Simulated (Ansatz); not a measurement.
LaAg: the change of pressure with volume per atom

Results calculated with Ansatz 0.2.0, not measured. Periodic Kohn-Sham DFT of a crystal at fixed atoms; pressure and stress are positive in compression; the energy is the free energy less that of spherical unpolarised free atoms; site moments are those in the method's own spheres, positive along +z.

Cell of the first row (space group Pm-3m, No. 221):
```
cell vectors (Å)
   3.6832     0.0000     0.0000
   0.0000     3.6832     0.0000
   0.0000     0.0000     3.6832
atoms (fractions of the cell vectors)
La  0.50000  0.50000  0.50000
Ag  0.00000  0.00000  0.00000
```

Settings of every row: method frozen-core PAW; functional PBEsol; relativity scalar; k mesh 9x9x9; filling fermi-dirac; smearing width 0.08 eV; wave cutoff 420 eV; paw set soft_2.

Atom start moment: 0 on all atoms.

Limits: PAW files made with PBE; no spin-orbit coupling on heavy atoms.

```
row  volume per atom (Å³)  pressure (GPa)
  1                24.984           3.757
  2                25.516           2.266
  3                26.047               ?
  4                26.313           0.299
  5                26.579          -0.291
  6                26.844          -0.851
  7                 27.11          -1.383
  8                27.642          -2.366
  9                28.173           -3.25
```

Question: what pressure should row 3 give?

Worked fit of pressure. Take u = (V_r/V)^(2/3) − 1 with V_r = 26.712 Å³ an atom, which is twice the finite (Eulerian) strain; such expansions in the strain, on which the Birch-Murnaghan equation of state is built, carry the rest volume and the bulk modulus. The shown rows have u = 0.04559, 0.03101, 0.01008, 0.00333, -0.00328, -0.00981, -0.02256, -0.03488. Least squares give pressure = −0.5756 + 84.489 × u + 227.35 × u² + 88 × u³ GPa; a parabola predicts inner rows, each left out in turn, worse (root mean square 0.0015 against 0.00094 GPa). The rows lie off it by 0.000, 0.000, 0.000, 0.001, -0.001, 0.000, 0.001, 0.000. The pressure vanishes at u = 0.0067, or V = 26.45 Å³ an atom, and there the bulk modulus at fixed shape and fractions is B = −V dP/dV = (2/3)(1 + u) dP/du = 58.8 GPa. The withheld row has u = 0.01695, so the fit gives −0.5756 + 84.489 × (0.01695) + 227.35 × (0.01695)² + 88 × (0.01695)³ = 0.922 GPa.

The calculation gave 0.921 GPa. The fit lies 0.001 GPa (0.014 % of the column's range) above it, one unit of the last digit.
